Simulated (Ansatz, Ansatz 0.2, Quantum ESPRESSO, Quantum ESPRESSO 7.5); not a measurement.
# Settings for the Sommerfeld coefficient of MgB₂, and how strongly λ depends on the electron mesh

## The question

The reference is the normal-state electronic coefficient of the heat capacity, γ = 2.6 ± 0.1 mJ/(mol K²) per mole of formula units, from "Identification and Characterization of Two Energy Gaps in Superconducting MgB2 by Specific-Heat Measurements" (2001, arXiv:cond-mat/0107072). The sample was Mg¹¹B₂ powder, reacted from ¹¹B and Mg at 850 °C under 50 bar of argon. Its low-temperature specific heat was measured in magnetic fields up to 9 T, and the normal-state coefficient was obtained by extrapolation to an upper critical field of 16 T.

We keep one reservation in mind: the normal state is reached by extrapolation, and in a two-gap superconductor the electronic term need not grow linearly with field. In a powder, the anisotropy of the critical field adds to this.

| compared with | measured | method |
| --- | --- | --- |
| gamma (mJ/(mol K²)) | 2.6 ± 0.1 | low-temperature specific heat in magnetic fields to 9 T |

Conditions are those given with the value in the passage it was taken from; "not stated" means there, and the paper may say more elsewhere. The values are a selection: others may have been left out beforehand as unlike or outlying.

## How to go about it

The aim is to find the lightest settings that give γ of MgB₂ reliably. The coefficient is proportional to N(EF)(1 + λ), so a band-structure calculation alone is not enough: the enhancement by the electron–phonon coupling has to be computed too. We use PBE with linear-response phonons and couplings on the three-atom cell relaxed with PBE. MgB₂ is a nonmagnetic sp metal, for which a semilocal functional is a reasonable start. The phonons are harmonic, which is a known weakness for the strongly coupled E₂g boron mode.

**Target: γ within 10 % of experiment.** For λ between a half and one, this corresponds to an error of 0.15 to 0.2 in λ, small enough to expose a poor coupling calculation but not so small that the harmonic treatment would make the test meaningless. For the numerical settings we ask for more: a saving is accepted if it moves γ by less than 5 % from the denser setting, so that numerical error uses up at most half of the target.

The scattering mesh is tested first, then the phonon and electron meshes and the cutoff. Runs with other potentials or another program then give the scale of the remaining error.

System: MgB2, P6/mmm; P6/mmm (No. 191), 3 atoms in the primitive cell, starting cell a = 3.0850 A, c = 3.5230 A (9.68 A^3 an atom), from a measured structure; each run says which cell it uses; structure from the Crystallography Open Database.

## 1. Baseline and scattering mesh

The scattering mesh enters γ twice, through N(EF) and through the Fermi-surface sums for λ, so it comes before the other settings. The baseline has a cutoff of 420 eV, a 9×9×6 electron mesh, a 3×3×2 phonon mesh and a 12×12×12 scattering mesh. One run coarsens the scattering mesh to 8×8×8 and another refines it to 24×24×16, with all else unchanged. We expect the coarse mesh to shift γ by several per cent, because the σ sheets of the Fermi surface are narrow cylinders, and the fine one to stay close to the baseline.

**Run 1.** Ansatz 0.2: PBE, PAW set soft_2, the base cell, relaxed with PBE at default settings, cutoff 420 eV, k 9x9x6, q 3x3x2, scattering mesh 12x12x12, methfessel-paxton 0.2 eV, phonons between the q points by Fourier interpolation alone.

Key lines of the input:
```
crystal:
  lattice:
    - [3.0782953774, 0.0, 0.0]
    - [-1.5391476887, 2.6658819972, 0.0]
    - [0.0, 0.0, 3.5146542114]
kpoints:
  mp_grid: { grid: [9, 9, 6] }
hamiltonian:
  xc: pbe
scf:
  occupations: { method: methfessel_paxton, width: 0.2 }
phonons:
  method: dfpt
  qmesh: [3, 3, 2]
  electrical_resistivity:
    mesh: [12, 12, 12]
    temperatures: [20.0, 50.0, 80.0, 100.0, 150.0, 200.0, 273.0, 300.0, 400.0, 500.0, 600.0, 800.0]
  superconductivity: { mesh: [12, 12, 12], eliashberg_equations: false }
  electron_occupations: "off"
```

Command:
```
ansatz run input.yaml --threads 8 --pin off --max-ram 16384MiB --backend cpu --events-out ev --progress --plain --runs-dir out
```

Selected lines of the output:
```
           mesh   spin    states/(eV spin)  plasma energy (eV)         λ      λ_tr    ħω_log (meV)
       12×12×12                     0.3442              7.0931    0.8476    0.5871          47.777
```

Converged; 28 s on 8 cores of Arm Neoverse V2, shared host. Warnings: phonon interpolation lacks quadrupole term; not converged in the scattering mesh by the run's own test.

**Run 2.** Ansatz 0.2: PBE, PAW set soft_2, the base cell, relaxed with PBE at default settings, cutoff 420 eV, k 9x9x6, q 3x3x2, scattering mesh 8x8x8, methfessel-paxton 0.2 eV, phonons between the q points by Fourier interpolation alone.

Key lines of the input, as changed from run 1:
```diff
  phonons:
    electrical_resistivity:
-     mesh: [12, 12, 12]
+     mesh: [8, 8, 8]
-   superconductivity: { mesh: [12, 12, 12], eliashberg_equations: false }
-   electron_occupations: "off"
+   superconductivity: { mesh: [8, 8, 8], eliashberg_equations: false }
```

Selected lines of the output:
```
          8×8×8                     0.3447              7.0182    0.8442    0.5636          47.781
          4×4×4                     5.2222              5.6002   10.1153    6.6926          47.630
```

Converged; 19 s on the same hardware. Warnings: phonon interpolation lacks quadrupole term; not converged in the scattering mesh by the run's own test.

**Run 3.** Ansatz 0.2: PBE, PAW set soft_2, the base cell, relaxed with PBE at default settings, cutoff 420 eV, k 9x9x6, q 3x3x2, scattering mesh 24x24x16, methfessel-paxton 0.2 eV, phonons between the q points by Fourier interpolation alone.

Key lines of the input, as changed from run 2:
```diff
  phonons:
    electrical_resistivity:
-     mesh: [8, 8, 8]
+     mesh: [24, 24, 16]
-   superconductivity: { mesh: [8, 8, 8], eliashberg_equations: false }
+   superconductivity: { mesh: [24, 24, 16], eliashberg_equations: false }
```

Selected lines of the output:
```
       24×24×16                     0.3503              7.0347    0.8889    0.6028          47.366
        12×12×8                     0.3418              7.0875    0.8495    0.5852          47.722
  not converged in the mesh (λ; λ_tr; the resistivity at 20 K by 45.25 %; the resistivity at 80 K by 3.99 %; the resistivity at 100 K by 4.62 %; the resistivity at 150 K by 4.79 %; the resistivity at 200 K by 4.62 %; the …
```

Converged; 79 s on the same hardware. Warnings: phonon interpolation lacks quadrupole term; not converged in the scattering mesh by the run's own test.

| quantity | run 1 | run 2 | run 3 | measured |
| --- | --- | --- | --- | --- |
| gamma (mJ/(mol K²)) | 2.998 | 2.997 | 3.119 | 2.6 ± 0.1 |
| lambda | 0.8476 | 0.8442 | 0.8889 |  |
| omega_log (meV) | 47.78 | 47.78 | 47.37 |  |
| N(EF) per formula unit (1/eV) | 0.688 | 0.689 | 0.701 |  |
| volume per atom (Å³) | 9.614 | 9.614 | 9.614 |  |

γ comes out at 2.998 on the 12×12×12 mesh and at 3.119 on 24×24×16, which is 15 % and 20 % above experiment. The denser mesh widens the miss. The increase of 4 % is shared about equally between N(EF) and 1 + λ. This reverses what we expected of the meshes: coarsening to 8×8×8 leaves γ unchanged, and refining moves it.

The match between 8×8×8 and 12×12×12 is no sign of convergence. Both lie about 4 % below the finest mesh, just inside our 5 % tolerance, and the 4×4×4 sums within the coarse run give a meaningless λ of 10. The program flags λ as unconverged even in the finest run, where it still rises from 0.8495 to 0.8889 between the last two meshes. The large changes it reports for the resistivity do not enter γ. Nor do we expect the missing quadrupole term to matter in a metal, where long-range fields are screened.

With N(EF) from the finest mesh, the measured γ would need a λ of about 0.6. The phonons and couplings behind λ are therefore the next thing to examine.

## 2. Electron mesh, phonon mesh and cutoff

Three runs start from the baseline with its 12×12×12 scattering mesh. The first reduces the electron mesh to 6×6×4, the most obvious saving. The second raises the cutoff to 600 eV. The third refines the phonon mesh to 3×3×3 and also adds the electrons' self-energy to the phonons between the mesh points, so it tests the two changes together.

We expect little from the cutoff. The other two could matter more, because the E₂g mode is softened by the σ electrons near the zone centre, and both the electron sampling and the interpolation affect how well that softening is described.

**Run 4.** Ansatz 0.2: PBE, PAW set soft_2, the base cell, relaxed with PBE at default settings, cutoff 420 eV, k 6x6x4, q 3x3x2, scattering mesh 12x12x12, methfessel-paxton 0.2 eV, phonons between the q points by Fourier interpolation alone.

Key lines of the input, as changed from run 1:
```diff
  kpoints:
-   mp_grid: { grid: [9, 9, 6] }
+   mp_grid: { grid: [6, 6, 4] }
  phonons:
-   electron_occupations: "off"
```

Selected lines of the output:
```
       12×12×12                     0.3450              7.1372    0.4748    0.4201          64.581
```

Converged; 20 s on the same hardware. Warnings: phonon interpolation lacks quadrupole term; not converged in the scattering mesh by the run's own test.

**Run 5.** Ansatz 0.2: PBE, PAW set soft_2, the base cell, relaxed with PBE at default settings, cutoff 600 eV, k 9x9x6, q 3x3x2, scattering mesh 12x12x12, methfessel-paxton 0.2 eV, phonons between the q points by Fourier interpolation alone.

Key lines of the input, as changed from run 1:
```diff
+ basis:
+   ecutwfc: 600.0
  phonons:
-   electron_occupations: "off"
```

Selected lines of the output:
```
       12×12×12                     0.3442              7.0929    0.8479    0.5872          47.768
```

Converged; 38 s on the same hardware. Warnings: phonon interpolation lacks quadrupole term; not converged in the scattering mesh by the run's own test.

**Run 6.** Ansatz 0.2: PBE, PAW set soft_2, the base cell, relaxed with PBE at default settings, cutoff 420 eV, k 9x9x6, q 3x3x3, scattering mesh 12x12x12, methfessel-paxton 0.2 eV, phonons between the q points with the electrons' self-energy.

Key lines of the input, as changed from run 1:
```diff
  phonons:
-   qmesh: [3, 3, 2]
+   qmesh: [3, 3, 3]
-   electron_occupations: "off"
```

Selected lines of the output:
```
       12×12×12                     0.3442              7.0931    0.6000    0.4952          59.355
          6×6×6                     0.3056              7.0124    0.4577    0.3849          60.792
```

Converged; 2.1 min on the same hardware. Warnings: phonon interpolation lacks quadrupole term; not converged in the scattering mesh by the run's own test.

| quantity | run 4 | run 5 | run 6 | measured |
| --- | --- | --- | --- | --- |
| gamma (mJ/(mol K²)) | 2.399 | 2.999 | 2.596 | 2.6 ± 0.1 |
| lambda | 0.4748 | 0.8479 | 0.6000 |  |
| omega_log (meV) | 64.58 | 47.77 | 59.36 |  |
| N(EF) per formula unit (1/eV) | 0.690 | 0.688 | 0.688 |  |
| volume per atom (Å³) | 9.614 | 9.614 | 9.614 |  |

The cutoff can stay at 420 eV: at 600 eV γ changes only from 2.998 to 2.999. The electron mesh cannot be reduced to 6×6×4. That lowers λ from 0.8476 to 0.4748 and γ by 20 %, while N(EF) hardly moves. The resulting γ of 2.399 is within 10 % of experiment, but a setting that changes the answer this much cannot be recommended on that ground.

The 3×3×3 phonon mesh with the electrons' self-energy gives γ = 2.596, practically the measured value, and 13 % below the baseline. N(EF) is again the same, so the whole change comes from λ, which drops to 0.6000. How much of it belongs to the phonon mesh and how much to the self-energy cannot be separated here. The agreement is provisional, since λ still rises from 0.4577 to 0.6000 between the last two scattering meshes, and the strong effect of the electron mesh leaves 9×9×6 in doubt as well.

## 3. Denser meshes and a second program

The level that meets the target is repeated with a 12×12×9 electron mesh and an 18×18×12 scattering mesh. This shows whether γ holds when both are refined. A second run takes the baseline to a 12×12×10 electron mesh with everything else fixed, which isolates the sampling that proved so sensitive.

The third run uses Quantum ESPRESSO with GBRV ultrasoft potentials on the same cell. Its double-delta sums over a 3×3×2 phonon mesh use few wavevectors and depend on the Gaussian width, so we take it as a rough check on the size of λ. We expect the denser scattering mesh to raise γ somewhat, and have no firm expectation for the electron mesh.

**Run 7.** Ansatz 0.2: PBE, PAW set soft_2, the base cell, relaxed with PBE at default settings, cutoff 420 eV, k 12x12x9, q 3x3x3, scattering mesh 18x18x12, methfessel-paxton 0.2 eV, phonons between the q points with the electrons' self-energy.

Key lines of the input:
```
crystal:
  lattice:
    - [3.0782954106, 0.0, 0.0]
    - [-1.5391477053, 2.6658820259, 0.0]
    - [0.0, 0.0, 3.5146541934]
kpoints:
  mp_grid: { grid: [12, 12, 9] }
hamiltonian:
  xc: pbe
scf:
  occupations: { method: methfessel_paxton, width: 0.2 }
phonons:
  method: dfpt
  qmesh: [3, 3, 3]
  electrical_resistivity:
    mesh: [18, 18, 12]
    temperatures: [20.0, 50.0, 80.0, 100.0, 150.0, 200.0, 273.0, 300.0, 400.0, 500.0, 600.0, 800.0]
  superconductivity: { mesh: [18, 18, 12] }
```

Selected lines of the output:
```
       18×18×12                     0.3500              7.0687    0.6510    0.5246          59.665
          9×9×6                     0.3423              7.0126    0.6261    0.4918          60.406
  not converged in the mesh (λ; λ_tr; the resistivity at 20 K by 77.87 %; the resistivity at 50 K by 13.69 %; the resistivity at 80 K by 7.57 %; the resistivity at 100 K by 8.06 %; the resistivity at 150 K by 8.66 %; the …
```

Converged; 1.8 min on 8 cores of Intel Xeon 6975P-C (Granite Rapids), shared host. Warnings: phonon interpolation lacks quadrupole term; not converged in the scattering mesh by the run's own test.

**Run 8.** Ansatz 0.2: PBE, PAW set soft_2, the base cell, relaxed with PBE at default settings, cutoff 420 eV, k 12x12x10, q 3x3x2, scattering mesh 12x12x12, methfessel-paxton 0.2 eV, phonons between the q points by Fourier interpolation alone.

Key lines of the input, as changed from run 4:
```diff
  kpoints:
-   mp_grid: { grid: [6, 6, 4] }
+   mp_grid: { grid: [12, 12, 10] }
```

Selected lines of the output:
```
       12×12×12                     0.3445              7.1029    0.5711    0.4722          61.403
```

Converged; 46 s on 8 cores of Arm Neoverse V2, shared host. Warnings: phonon interpolation lacks quadrupole term; not converged in the scattering mesh by the run's own test.

**Run 9.** Quantum ESPRESSO 7.5: PBE, GBRV ultrasoft pseudopotentials, the base cell, relaxed with PBE at default settings, cutoff 707 eV, k 12x12x8, q 3x3x2, Gaussian double-delta sums read at 0.2 eV, fermi-dirac 0.1 eV.

Key lines of the input:
```
 &control
    calculation='scf',
    prefix='x',
    tprnfor=.true.,
    tstress=.true.,
 /
 &system
    ibrav=4,
    celldm(1)=5.81713519,
    celldm(3)=1.1417534,
    nat=3,
    ntyp=2,
    ecutwfc=52.0,
    ecutrho=416.0,
    occupations='smearing',
    smearing='fd',
    degauss=0.00734986,
    nbnd=19,
 /
 &electrons
    conv_thr=1.0d-11,
    mixing_beta=0.5,
 /
ATOMIC_SPECIES
 Mg     24.3050  Mg.upf
 B      10.8100  B.upf
K_POINTS automatic
 12 12 8 0 0 0
---
phonons and couplings
 &inputph
    prefix='x',
    tr2_ph=1.0d-15,
    fildyn='x.dyn',
    fildvscf='dvscf',
    ldisp=.true.,
    nq1=3,
    nq2=3,
    nq3=2,
    electron_phonon='simple',
    el_ph_ngauss=0,
    el_ph_sigma=0.00734986,
    el_ph_nsigma=4,
    alpha_mix(1)=0.5,
    amass(1)=24.305,
    amass(2)=10.81,
 /
```

Command:
```
OMP_NUM_THREADS=1 mpirun -n 8 ph.x -nk 8 -in ph.in > ph.x.log
```

Selected lines of the output:
```
     Gaussian Broadening:   0.015 Ry, ngauss=   0
     DOS =  5.010644 states/spin/Ry/Unit Cell at Ef=  9.102865 eV
```

Converged; 15 min on 8 cores of Arm Neoverse V1, shared host.

| quantity | run 7 | run 8 | run 9 | measured |
| --- | --- | --- | --- | --- |
| gamma (mJ/(mol K²)) | 2.724 | 2.552 | 3.310 | 2.6 ± 0.1 |
| lambda | 0.651 | 0.5711 | 0.9066 |  |
| omega_log (meV) | 59.66 | 61.4 | 55.59 |  |
| N(EF) per formula unit (1/eV) | 0.700 | 0.689 | 0.737 |  |
| volume per atom (Å³) | 9.614 | 9.614 | 9.614 |  |

With both meshes refined, the 3×3×3 level gives γ = 2.724, which is 4.8 % above experiment and inside the 10 % target. The near-exact match of the lighter run has gone. The shift from 2.596 is 4.9 %, barely within our numerical tolerance, and since the electron and scattering meshes changed together it cannot be assigned to either. λ still rises from 0.6261 to 0.6510 between the last two scattering meshes, so it is not fully settled.

The electron-mesh test changes how the baseline must be read. With the 3×3×2 phonon mesh and plain interpolation, λ goes from 0.4748 at 6×6×4 to 0.8476 at 9×9×6 and back to 0.5711 at 12×12×10. The corresponding γ of 2.552 is close to experiment, but a sequence that swings like this does not establish convergence. It does show that electron sampling alone moves γ by as much as the baseline's excess, so its 15 % miss cannot be charged to PBE.

Quantum ESPRESSO gives γ = 3.310, 27 % above experiment, with λ = 0.9066 and an N(EF) of 0.737 against 0.700 in the refined 3×3×3 run. The larger part of the difference is in λ, which here rests on few wavevectors and a fixed Gaussian width. The run therefore does not confirm the lower λ. Because the potentials, smearing and meshes differ as well, it does not identify the source of the disagreement either.

## The runs side by side

| run | settings | gamma (mJ/(mol K²)) | deviation | cost |
| --- | --- | --- | --- | --- |
| 1 | Ansatz: PBE, q 3x3x2, k 9x9x6, fine 12x12x12, Fourier | 2.998 | +0.398 (+15.3 %) | 3.7 core-min |
| 2 | Ansatz: PBE, q 3x3x2, k 9x9x6, fine 8x8x8 | 2.997 | +0.397 (+15.3 %) | 2.5 core-min |
| 3 | Ansatz: PBE, q 3x3x2, k 9x9x6, fine 24x24x16 | 3.119 | +0.519 (+20.0 %) | 11 core-min |
| 4 | Ansatz: PBE, q 3x3x2, k 6x6x4, fine 12x12x12 | 2.399 | −0.201 (−7.7 %) | 2.7 core-min |
| 5 | Ansatz: PBE, q 3x3x2, k 9x9x6, fine 12x12x12, 600 eV | 2.999 | +0.399 (+15.3 %) | 5.1 core-min |
| 6 | Ansatz: PBE, q 3x3x3, k 9x9x6, fine 12x12x12 | 2.596 | −0.004 (−0.1 %) | 17 core-min |
| 7 | Ansatz: PBE, q 3x3x3, k 12x12x9, fine 18x18x12 | 2.724 | +0.124 (+4.8 %) | 14 core-min |
| 8 | Ansatz: PBE, q 3x3x2, k 12x12x10, fine 12x12x12 | 2.552 | −0.048 (−1.9 %) | 6.1 core-min |
| 9 | Quantum ESPRESSO: QE GBRV, q 3x3x2, k 12x12x8 | 3.310 | +0.710 (+27.3 %) | 2 core-h |
|  | measured | 2.6 ± 0.1 |  |  |

## What the runs support

**The level we settled on meets the target:** γ = 2.724 mJ/(mol K²), 4.8 % above experiment, for 14 core-minutes. The pass is provisional. The run itself flags λ as unconverged in the scattering mesh, convergence in the electron mesh at this level is not shown in this report, and the rough check with Quantum ESPRESSO does not confirm the value.

**Recommended settings:** PBE, 420 eV cutoff, 12×12×9 electron mesh, 3×3×3 phonon mesh with the electrons' self-energy, 18×18×12 scattering mesh.

- **Cutoff:** 600 eV brings nothing for γ.
- **Electron mesh:** this matters most. With a 3×3×2 phonon mesh and plain interpolation, γ runs through 2.399, 2.998 and 2.552 as the mesh is refined. With swings of this size, the closeness of the first and last values to experiment is no evidence of convergence.
- **Scattering mesh:** 8×8×8 and 12×12×12 agree with each other, but both lie 4 % below 24×24×16. These tests used the 9×9×6 electron mesh, so they say little about the final level.
- **Lighter meshes at the final level:** 9×9×6 with 12×12×12 gives 2.596. That near-exact match carries no weight, as γ moves by 4.9 % on refinement. This passes our 5 % rule only barely, and against a denser run that is itself unsettled, so we do not recommend it as a saving. The two runs used different hardware, so their costs do not measure what it would save.

The remaining excess is no larger than this mesh shift, so it cannot be pinned on PBE. Anharmonicity is usually expected to stiffen the E₂g mode and so lower λ. A reduction of roughly 0.08 would remove the excess; the size of the effect is not shown in this report. The measured value has its own uncertainty of 4 %, and rests on an extrapolation in field.

Quantum ESPRESSO's 3.310 is a weak check, since its λ is not converged. Its N(EF) is also higher, but it is read with a Gaussian broadening on the 12×12×8 mesh, so the difference cannot be assigned to the potentials. Still open are the separate effects of phonon mesh and self-energy, and the error of the functional itself.

[Logs are printed without paths, hosts, clocks, repeated set-up lines and the standing remarks that a program may print on its own settings, such as how far it seeks lower states.]

[The runs shown are a pick from a larger set of finished runs; failed, doubtful and other runs were left out of it ahead of writing. So were measured values far from every level or from commonly accepted values, and agreement can look better than it is. Lines of input and output are excerpts and may be shortened.]
